# Why does the calculated gap of CdS nearly double when no atom moves?

**Question**

I would like to know which light a CdS photodetector responds to, and I have five calculated gaps for one and the same crystal.

Band gaps of wurtzite CdS (a = 4.165, c = 6.766 Å) at fixed atoms in the r2SCAN-relaxed cell, computed with Ansatz 0.2.0 (plane waves, PAW). The k mesh is 12×12×4 for PBE, r2SCAN and r2SCAN+SOC (with spin–orbit coupling), 6×6×4 for HSE06 and 6×6×2 for G0W0. The G0W0 gap is the PBE gap plus the G0W0 shift, with a screening cutoff of 150 eV.

| level of theory | band gap (eV) | least direct gap (eV) |
| --- | --- | --- |
| PBE | 1.173 | 1.173 |
| r2SCAN | 1.632 | 1.632 |
| HSE06 | 2.190 | 2.190 |
| r2SCAN+SOC | 1.619 | 1.619 |
| G0W0/PBE 150eV | 1.938 | n/a |

From PBE to HSE06 the gap nearly doubles, although the atoms stay where they are. I had assumed that each more elaborate treatment would widen it further. Yet spin–orbit coupling narrows the r2SCAN gap slightly, and G0W0 ends up below HSE06. What does the level of theory change in the crystal, and why do these two rows step back?

**Answer**

What changes is how differently the theory treats filled and empty states. The gap of CdS separates a filled state made mainly of sulfur 3p from an empty one with much cadmium 5s character. In all four DFT rows both edges lie at Γ, the centre of the Brillouin zone, which is why the band gap equals the least direct gap there. The ladder therefore follows one kind of transition, whose two ends move apart.

The hydrogen atom shows half of the reason. Its single electron should feel only the nucleus, but the usual electrostatic term also makes it repel its own charge cloud. Exact exchange removes this self-repulsion completely, whereas PBE removes it only in part and leaves the level only about half as deep as it should be. Filled states in CdS suffer from a related error and lie too high. The comparison ends there: a valence electron in the crystal is spread over many atoms, and its neighbours screen it, so both the error and its cure are milder.

The other half concerns the empty states. In PBE, filled and empty states move in the same local potential, which cannot distinguish an added electron from one already present. The true gap contains an extra jump for the added electron, the derivative discontinuity, and a local potential leaves it out. Exact exchange favours filled states over empty ones and so restores part of it. From PBE to HSE06 the valence top falls by 0.64 eV and the conduction bottom rises by 0.38 eV; the division depends on the program's energy zero, but the sum does not.

Two limits put the size of this opening in place. Without its exact exchange HSE06 becomes PBE, while full, unscreened exchange (Hartree–Fock) gives semiconductors gaps that are far too wide. HSE06 stands between them, with 25 % exact exchange at short range and none at long range. A straight line from PBE to HSE06 rises by about 0.04 eV for each percent of exchange. It meets both rows by construction, and no run with another fraction tests it, so it serves only as a scale.

For your detector, the opening from PBE to HSE06 is the difference between infrared and visible light. PBE would let CdS absorb up to a wavelength of about 1060 nm, HSE06 only up to about 570 nm. The measured gap, recalled from the literature, is roughly 2.5 eV, or about 500 nm, so even the highest row is some 0.3 eV low. Spin–orbit coupling and lattice vibrations, both absent from the HSE06 value, would lower it further and do not explain that shortfall. The cell is the r2SCAN one and not the measured one, and its size shifts every gap: PBE is under about 1.4 GPa in it, and at its own volume would lie roughly 0.06 eV lower on a recalled pressure slope.

r2SCAN achieves 45 % of the HSE06 opening, as much as 11 % of exact exchange would on the straight line, yet it contains none. It uses the kinetic-energy density, which records how rapidly the orbitals vary in space. Its potential thereby becomes an operator that acts on each orbital's gradient, and states of different shape are shifted differently. This is the accepted reason why such functionals recover part of the missing jump; the gaps agree with it but do not prove it. The r2SCAN runs also use a higher plane-wave cutoff than the other rows (500 against 420 eV), and its effect on the gap was not tested.

The filled cadmium 4d shell probably adds to the trend. PBE places these compact states too high, close enough to the sulfur 3p states to push the valence top upwards. Exact exchange binds them more deeply and weakens the push. The results give no 4d energies, so the share of this effect in the opening remains unknown. The makers of the data also warn that with a filled d shell the gap may lie low, and they attach this to all five rows, HSE06 and G0W0 included; it is a general caution, not something measured in these runs.

Spin–orbit coupling steps back because it does a different job: it splits levels instead of correcting exchange. For p states the upper part rises by one third of the splitting, and in wurtzite this holds for the valence top if the crystal field puts the two in-plane p states uppermost; in the opposite order the rise is smaller, and the results do not show the order. With a recalled splitting of roughly 0.06 eV for CdS, the rise should be 0.06/3 = 0.02 eV. The s-like conduction bottom hardly moves, so the gap should shrink by the same amount. The calculation gives a rise of 0.015 eV and a gap smaller by 0.013 eV, which is the right direction and the right order of size, though a quarter to a third below the estimate. Cadmium 4d character in the valence top is expected to reduce the splitting, the more so if the functional places the 4d shell too high; this or the crystal field could account for the difference, but neither is shown here.

That agreement deserves some caution. The r2SCAN run with spin–orbit coupling lies nearly 17 eV per cell higher in total energy than the one without, whereas coupling among filled valence shells is expected to lower the energy, and by far less. The energy terms place the difference mainly in the PAW part, the correction for the region close to the nuclei. Why it changes there is not known, and this cell was not checked against a second code, so the small change in the gap may contain something besides spin–orbit coupling.

G0W0 probably steps back for a reason of physics and a reason of numerics. It replaces the exchange and correlation of PBE by exact exchange that the crystal's own response weakens, together with a correlation term. Here that response is computed from the PBE bands. Their gap is too small, which makes the electrons too easy to polarise, and exchange is then screened too strongly. The shift therefore tends to be too small, although no run with a better starting point is at hand to show by how much. G0W0 also keeps the PBE orbitals, and with them whatever 4d–3p mixing PBE puts into the valence top.

The numerical reason is the finite number of bands and the cutoff in the screening. In the data makers' tests on other systems, G0W0 gaps computed in this way fall short of their basis limit by 6 to 9 % in the median; the single G0W0 run here cannot show the shortfall for CdS. If that held for CdS, the gap would be 2.06 to 2.13 eV. About half to three quarters of its distance to HSE06 would vanish, but it would still lie below. A median is no bound, however: crystals with a filled d shell are expected to converge slowly, and a shortfall of about 12 % would close the step. The k mesh adds a further doubt: the PBE gap is the same on the G0W0 mesh and on a denser one, but neither the G0W0 shift nor the HSE06 exchange was tested in this way.

The order of HSE06 and G0W0 here is thus not a ranking of the theories. HSE06 uses a fixed quarter of exchange whatever the crystal, while G0W0 computes the screening but inherits the faults of PBE. In a crystal that screens more weakly, a fixed quarter would tend to fall still further short. The printed analysis below lists the openings, the edge shifts and the estimates used here.

The analysis program printed:

```
Ladder at one fixed cell:
             row  opening over PBE (eV)  share of HSE06 opening (%)  equivalent short-range exchange (%)  shortfall from recalled gap (eV)  absorption edge (nm)
             PBE                      0                           0                                    0                             1.327                  1057
          r2SCAN                  0.459                       45.13                                11.28                             0.868                 759.8
           HSE06                  1.017                         100                                   25                              0.31                 566.2
      r2SCAN+SOC                  0.446                       43.85                                10.96                             0.881                 765.9
  G0W0/PBE 150eV                  0.765                       75.22                                18.81                             0.562                 639.8
Gap opening per percent of short-range exact exchange (eV): 0.04068
Exchange percentage at which the line meets the recalled gap: 32.62
HSE06 gap less r2SCAN gap (eV): 0.558
HSE06 gap less G0W0 gap (eV): 0.252
G0W0 gap if 6 percent short of the basis limit (eV): 2.062
G0W0 gap if 9 percent short of the basis limit (eV): 2.13
Valence top r2SCAN less PBE (eV): -0.2685
Conduction bottom r2SCAN less PBE (eV): 0.1911
Valence top HSE06 less PBE (eV): -0.6422
Conduction bottom HSE06 less PBE (eV): 0.3755
Share of HSE06 opening from the valence top (%): 63.15
PBE gap on 6x6x2 mesh less that on 12x12x4 mesh (eV): -9e-06
Change of r2SCAN gap with spin-orbit coupling (eV): -0.013
Rise of valence top with spin-orbit coupling (eV): 0.01469
Predicted rise of valence top as a third of the splitting (eV): 0.02
Rough lowering of PBE gap at its own volume (eV): 0.0621
```
